\section*{Flux from an isothermal cylinder into an infinite medium}

\subsection*{Statement}

A cylinder of radius $a$ and infinite length lies in an infinite medium of conductivity $k$, volumetric heat capacity $C$ and diffusivity $\alpha=k/C$, all constant. At $t=0$ its surface is raised by $\Delta T$ above the uniform initial temperature and held there, with perfect thermal contact. Let $q$ be the outward flux per unit area at $r=a$, $Q'=2\pi a q$ the heat flow per unit length, $\mathrm{Fo}=\alpha t/a^2$ and $\Phi=qa/(k\Delta T)=Q'/(2\pi k\Delta T)$. The symbol $\gamma$ is Euler's constant. Then, exactly,
\begin{equation}
\Phi=\frac{4}{\pi^2}\int_0^\infty\frac{e^{-\mathrm{Fo}\,u^2}}{J_0^2(u)+Y_0^2(u)}\,\frac{du}{u}.
\label{exact}
\end{equation}
At small Fo,
\begin{equation}
\Phi\sim\frac{1}{\sqrt{\pi\,\mathrm{Fo}}}+\frac12-\frac14\sqrt{\frac{\mathrm{Fo}}{\pi}}+\frac{\mathrm{Fo}}{8}-\frac{25\,\mathrm{Fo}^{3/2}}{96\sqrt{\pi}}+\dots
\label{short}
\end{equation}
At large Fo, with $L=\ln(4\,\mathrm{Fo})-2\gamma$,
\begin{equation}
\Phi\sim2\left[\frac1L-\frac{\gamma}{L^2}-\frac{\pi^2/6-\gamma^2}{L^3}+\dots\right],
\label{longL}
\end{equation}
or, with $\Lambda=L+\gamma=\ln(4\,\mathrm{Fo})-\gamma$,
\begin{equation}
\Phi\sim2\left[\frac1\Lambda-\frac{\pi^2}{6\Lambda^3}-\frac{2\zeta(3)}{\Lambda^4}+\dots\right].
\label{longLam}
\end{equation}
The flux never reaches a finite steady value. It tends to zero as the inverse logarithm of time. For a silver wire of radius 92 nm held 10 K above fused silica, the model gives $Q'=195$ W/m at 1 ns and 30.0 W/m at 1 $\mu$s.

\subsection*{Estimate by hand}

Take $a\approx100$ nm, $\alpha\approx10^{-6}$ m$^2$/s and $k\approx1.4$ W/(m\,K) as rounded values, so that $a^2/\alpha\approx10$ ns. After a time $t$ heat has reached a depth of order $\delta=\sqrt{\alpha t}$. Treat the warmed layer as a steady cylindrical shell from $a$ to $a+\delta$, cold at its outer face. A steady radial profile is logarithmic, so
\begin{equation}
\Phi_{\rm shell}=\frac{1}{\ln(1+\delta/a)} .
\label{shell}
\end{equation}
The prefactor $2\pi k\Delta T$ is 88 W/m, call it 90. At 1 ns, $\delta=32$ nm, call it $0.3a$. Then $\ln1.3=0.26$, $\Phi\approx3.8$ and $Q'\approx90/0.26\approx3.5\times10^{2}$ W/m. At 1 $\mu$s, $\delta=10a$, $\ln11=2.4$, $\Phi\approx0.42$ and $Q'\approx90/2.4=37.5$ W/m. The estimate already has the right shape: planar decay as $t^{-1/2}$ while $\delta\ll a$, and logarithmic decay once $\delta\gg a$.

\subsection*{Careful calculation}

\paragraph{Transform.} The excess temperature obeys $\partial_t\theta=\alpha\,r^{-1}\partial_r(r\,\partial_r\theta)$ for $r>a$, with $\theta(r,0)=0$ and $\theta(a,t)=\Delta T$. With the Laplace variable $s$ and $m=\sqrt{s/\alpha}$, the solution that decays at infinity is $\bar\theta=\Delta T\,K_0(mr)/[sK_0(ma)]$. Since $K_0'=-K_1$, the flux is $\bar q=k\Delta T\,mK_1(ma)/[sK_0(ma)]$. Transform with respect to Fo, with variable $p=sa^2/\alpha$ and $z=\sqrt p=ma$:
\begin{equation}
\bar\Phi(p)=\frac{R(z)}{z},\qquad R(z)=\frac{K_1(z)}{K_0(z)} .
\label{transform}
\end{equation}

\paragraph{Proof of the integral.} $K_0(z)$ has no zeros for $|\arg z|\le\pi/2$, so $\bar\Phi$ is analytic off the negative $p$ axis and the inversion contour folds onto that cut. The small circle at the origin gives nothing, because $p\bar\Phi=zK_1/K_0\to0$ there. Above the cut $p=-u^2$ and $z=iu$, where $K_0=-\tfrac{\pi}{2}(Y_0+iJ_0)$ and $zK_1=-\tfrac{\pi}{2}u(Y_1+iJ_1)$. Hence $\bar\Phi=-(Y_1+iJ_1)/[u(Y_0+iJ_0)]$. The Wronskian $J_1Y_0-J_0Y_1=2/(\pi u)$ gives $\mathrm{Im}\,\bar\Phi=-2/[\pi u^2(J_0^2+Y_0^2)]$. The two sides of the cut are complex conjugates and sum to $\Phi=-\pi^{-1}\int_0^\infty e^{-\mathrm{Fo}\,u^2}\,\mathrm{Im}\,\bar\Phi\;2u\,du$, which is Eq.~(\ref{exact}).

\paragraph{Proof of the short-time series.} Small Fo corresponds to large $z$. From $K_1'=-K_0-K_1/z$ follows the Riccati equation $R'=R^2-R/z-1$. Put $R=1+\sum_{n\ge1}c_nz^{-n}$. The order $z^{-1}$ gives $c_1=1/2$, and the order $z^{-n}$ gives
\begin{equation}
2c_n=-(n-2)\,c_{n-1}-\sum_{j=1}^{n-1}c_jc_{n-j},\qquad n\ge2,
\end{equation}
so $c_2=-1/8$, $c_3=1/8$, $c_4=-25/128$. Therefore
\begin{equation}
\bar\Phi\sim p^{-1/2}+\tfrac12p^{-1}-\tfrac18p^{-3/2}+\tfrac18p^{-2}-\tfrac{25}{128}p^{-5/2}+\dots
\end{equation}
Each $p^{-\nu}$ inverts to $\mathrm{Fo}^{\nu-1}/\Gamma(\nu)$. With $\Gamma(1/2)=\sqrt\pi$, $\Gamma(3/2)=\sqrt\pi/2$ and $\Gamma(5/2)=3\sqrt\pi/4$ this is Eq.~(\ref{short}). At high order $c_n/c_{n-1}\approx-n/2$, while the gamma function in the denominator grows only by about $\sqrt{n/2}$ per step, so the series is asymptotic and diverges for every Fo. The first term is the flux into a half-space. The term $1/2$ is the first effect of curvature: the area available to the heat grows with $r$.

\paragraph{Proof of the long-time series.} At large Fo only small $u$ matters in Eq.~(\ref{exact}). There $J_0\to1$ and $Y_0\to(2/\pi)[\ln(u/2)+\gamma]$. With $x=\mathrm{Fo}\,u^2$ one has $2[\ln(u/2)+\gamma]=\ln x-L$ and $du/u=dx/(2x)$, so
\begin{equation}
\Phi\simeq2\int_0^\infty\frac{e^{-x}\,dx}{x\,[\pi^2+(L-\ln x)^2]}
=2\int_0^\infty e^{-x}\,\frac1\pi\,\mathrm{arccot}\!\left(\frac{w}{\pi}\right)dx,\qquad w=L-\ln x,
\end{equation}
after integration by parts, with arccot taken in $(0,\pi)$. The weight $e^{-x}$ confines $\ln x$ to order one, so $w$ is large and $\pi^{-1}\mathrm{arccot}(w/\pi)=w^{-1}-\pi^2/(3w^3)+\dots$ Write $w=\Lambda-y$ with $y=\ln x+\gamma$. Under the weight $e^{-x}$ the moments, which are derivatives of $e^{\gamma\epsilon}\Gamma(1+\epsilon)$ at $\epsilon=0$, are $\langle y\rangle=0$, $\langle y^2\rangle=\pi^2/6$ and $\langle y^3\rangle=-2\zeta(3)$. Expanding in $y/\Lambda$, the coefficient of $\Lambda^{-2}$ vanishes, that of $\Lambda^{-3}$ is $\pi^2/6-\pi^2/3$, and that of $\Lambda^{-4}$ is $\langle y^3\rangle-\pi^2\langle y\rangle$. This is Eq.~(\ref{longLam}). Inserting $\Lambda=L+\gamma$ and expanding in $1/L$ gives Eq.~(\ref{longL}), in which $\pi^2/6-\gamma^2=1.312$. The neglected $u^2$ terms multiply $J_0^2+Y_0^2$ by $1-u^2/2$ at leading logarithmic order and add $1/(\mathrm{Fo}\,\Lambda^2)$ to $\Phi$, which is $3\times10^{-4}$ at $\mathrm{Fo}=100$.

\paragraph{Inputs.} Typical values for fused silica near room temperature are $k=1.38$ W/(m\,K), density 2200 kg/m$^3$ and specific heat 740 J/(kg\,K). Hartree atomic units are used with $k_B=1$, so that temperature is in $E_h$, $C$ in $a_0^{-3}$, $\alpha$ in $\hbar/m_e$ and time in $\hbar/E_h$. Extra digits are carried only to make the final conversion close. Then $k=1.2794\times10^{-4}$, $C=1.7473\times10^{-2}$ and $\alpha=7.32\times10^{-3}$. The radius 92 nm is $1739\,a_0$ and $\Delta T=10$ K is $3.1668\times10^{-5}E_h$. The two scales of the problem are
\begin{equation}
a^2/\alpha=4.13\times10^{8},\qquad 2\pi k\Delta T=2.546\times10^{-8}.
\end{equation}
The radius was chosen so that the first is close to 10 ns, which makes $\mathrm{Fo}=0.1$ to $1000$ the range from 1 ns to 10 $\mu$s.

\paragraph{Numbers.} Eq.~(\ref{exact}) is integrated in the variable $\ln u$. The piece below a very small $u_0$ is $1+(2/\pi)\arctan\{2[\ln(u_0/2)+\gamma]/\pi\}$ in closed form. The columns are the exact value, four terms of Eq.~(\ref{short}), two and three terms of Eq.~(\ref{longL}), three terms of Eq.~(\ref{longLam}), and Eq.~(\ref{shell}) with $\delta=\sqrt{\alpha t}$ and no rounding.

\begin{center}
\begin{tabular}{rcccccc}
\hline
Fo & exact & short, 4 & $L$, 2 & $L$, 3 & $\Lambda$, 3 & shell\\
\hline
0.1 & 2.249 & 2.252 & & & & 3.64\\
1 & 0.984 & 1.048 & & & & 1.44\\
10 & 0.534 & & 0.609 & 0.448 & & 0.701\\
100 & 0.346 & & 0.364 & 0.341 & 0.343 & 0.417\\
1000 & 0.251 & & 0.257 & 0.250 & 0.251 & 0.287\\
\hline
\end{tabular}
\end{center}

The four-term short series is high by 0.1\% at $\mathrm{Fo}=0.1$ and by 6.5\% at $\mathrm{Fo}=1$. The two-term long series is high by 14\%, 5\% and 2.6\% at $\mathrm{Fo}=10$, 100 and 1000. It converges slowly because its small parameter is $1/L$, and $L$ is only 4.84 at $\mathrm{Fo}=100$. The three-term $\Lambda$ form is low by 0.7\% there. Between $\mathrm{Fo}\approx1$ and a few tens, that is from 10 ns to a few hundred ns for this wire, neither series serves and the integral is needed.

\paragraph{Conversion.} The atomic unit of time is $2.4189\times10^{-17}$ s and that of power per length, $E_h^2/(\hbar a_0)$, is $3.406\times10^{9}$ W/m. So $a^2/\alpha=9.99$ ns, $2\pi k\Delta T=86.7$ W/m and $k\Delta T/a=1.50\times10^{8}$ W/m$^2$. At the nominal times 1 ns, 10 ns, 100 ns, 1 $\mu$s and 10 $\mu$s, $Q'$ is 195, 85.3, 46.3, 30.0 and 21.8 W/m. The surface flux is $3.4\times10^{8}$ W/m$^2$ at 1 ns and $5.2\times10^{7}$ W/m$^2$ at 1 $\mu$s. The third figure of $Q'$ describes the model and not a real wire, as the last section shows.

\subsection*{Why the two differ}

The hand values exceed the careful ones by a factor 1.78 at 1 ns and 1.25 at 1 $\mu$s. Each factor splits into rounding and model.

Rounding gives 1.10 at 1 ns and 1.04 at 1 $\mu$s. The step from 86.7 to 90 accounts for 1.04 at both times, and at 1 ns the step from $\ln(1+\sqrt{0.1})=0.275$ to 0.26 adds 1.06. Rounding $a$ and $\alpha$ cost almost nothing, because both were rounded up and $a^2/\alpha$ stayed at 10 ns, and $Q'$ depends on $a$ only through Fo.

The model gives the rest, 1.62 and 1.21, and nearly all of it lies in the depth. Define $\delta^*$ as the depth that makes Eq.~(\ref{shell}) exact:
\begin{equation}
\frac{\delta^*}{\sqrt{\alpha t}}=\frac{e^{1/\Phi}-1}{\sqrt{\mathrm{Fo}}} .
\end{equation}
For the five rows of the table this is 1.77, 1.76, 1.74, 1.71 and 1.67. The shell picture is sound and the depth was too small by a nearly constant factor.

At short times the factor is $\sqrt\pi=1.772$. The planar profile is $\mathrm{erfc}[x'/(2\sqrt{\alpha t})]$ in the distance $x'$ from the wall, and its tangent at the wall reaches zero at $\sqrt{\pi\alpha t}$. A dimensional argument cannot supply this number. With $\delta=\sqrt{\pi\alpha t}$ and $\xi=\delta/a$, the expansion $1/\ln(1+\xi)=1/\xi+1/2-\xi/12+\dots$ reproduces the first two terms of Eq.~(\ref{short}) exactly, and its third term is $-0.148\sqrt{\mathrm{Fo}}$ against the exact $-0.141\sqrt{\mathrm{Fo}}$.

At long times the wire acts as a line source. A constant $Q'$ raises the temperature at $r=a$ by $(Q'/4\pi k)E_1[1/(4\,\mathrm{Fo})]\simeq(Q'/4\pi k)\Lambda$, which gives $\Phi=2/\Lambda$, the leading term of Eq.~(\ref{longLam}), and an outer radius $2e^{-\gamma/2}\sqrt{\alpha t}=1.50\sqrt{\alpha t}$. The true flow was larger earlier, and the heat it left in the silica lowers the present flow. Inverting Eq.~(\ref{longLam}) gives $1/\Phi=\Lambda/2+\pi^2/(12\Lambda)+\dots$, so the effective radius approaches its limit from above and only logarithmically. This is why the factor is still 1.67 at 10 $\mu$s. The shell formula with $\delta=\sqrt{\pi\alpha t}$ gives 2.247, 0.981, 0.530, 0.341 and 0.247 for the five rows, low by 1.5\% in the last and worst of them.

The same shortfall in depth costs less at late times because the depth enters through a logarithm:
\begin{equation}
\frac{d\ln\Phi_{\rm shell}}{d\ln\delta}=-\frac{\delta/(a+\delta)}{\ln(1+\delta/a)} .
\end{equation}
At the hand depth this is $-0.87$ at 1 ns and $-0.38$ at 1 $\mu$s. In terms of the resistance $1/\Phi$, the ratios are $0.445/0.275=1.62$ and $2.894/2.398=1.21$.

\subsection*{What the model leaves out}

\paragraph{Interface.} A boundary conductance $G$ between silver and silica adds a resistance in the transform: $\bar\Phi=p^{-1}[K_0/(zK_1)+1/\mathrm{Bi}]^{-1}$ with $\mathrm{Bi}=Ga/k$. Inversion along the same cut replaces $J_0$ by $J_0+uJ_1/\mathrm{Bi}$ and $Y_0$ by $Y_0+uY_1/\mathrm{Bi}$ in Eq.~(\ref{exact}). An approximate value $G=10^{8}$ W/(m$^2$\,K), of the order typical of metal--oxide contacts, gives $\mathrm{Bi}=6.7$ and lowers $\Phi$ by 17\% at 1 ns and by 5\% at 1 $\mu$s. The first rivals the curvature term $1/2$, which is 22\% of $\Phi$ at 1 ns. The second equals in size the truncation error of the two-term long series. The flux is also capped at $\Phi=\mathrm{Bi}$, so the $t^{-1/2}$ divergence is not physical. Unless $G$ is known, the values for perfect contact are an upper limit with one to two significant figures.

\paragraph{The wire.} Take $k_{\rm Ag}\approx400$ W/(m\,K) and $C_{\rm Ag}\approx2.5\times10^{6}$ J/(m$^3$\,K) as approximate values; thin wires conduct less well than bulk silver. Radial equilibration takes about $a^2C_{\rm Ag}/k_{\rm Ag}=53$ ps, and uniform heating that supplies 195 W/m leaves the axis $Q'/(4\pi k_{\rm Ag})=0.04$ K above the surface. The cross-section is isothermal. The wire stores $\pi a^2C_{\rm Ag}\Delta T=0.66$ $\mu$J/m, which a flow of 195 W/m would remove in 3.4 ns. The boundary condition therefore needs an initial pulse of that energy, short against 1 ns, followed by a drive that tracks $Q'(t)$.

\paragraph{Extent.} Balancing axial conduction in the silver against radial loss gives the length $a\sqrt{k_{\rm Ag}/(2k\Phi)}=1.9$ $\mu$m at 1 $\mu$s, over which cold ends disturb a heated wire. At 10 $\mu$s, $\sqrt{\alpha t}=2.9$ $\mu$m. The result applies to the middle of a wire much longer than these lengths, with silica extending several micrometres on all sides.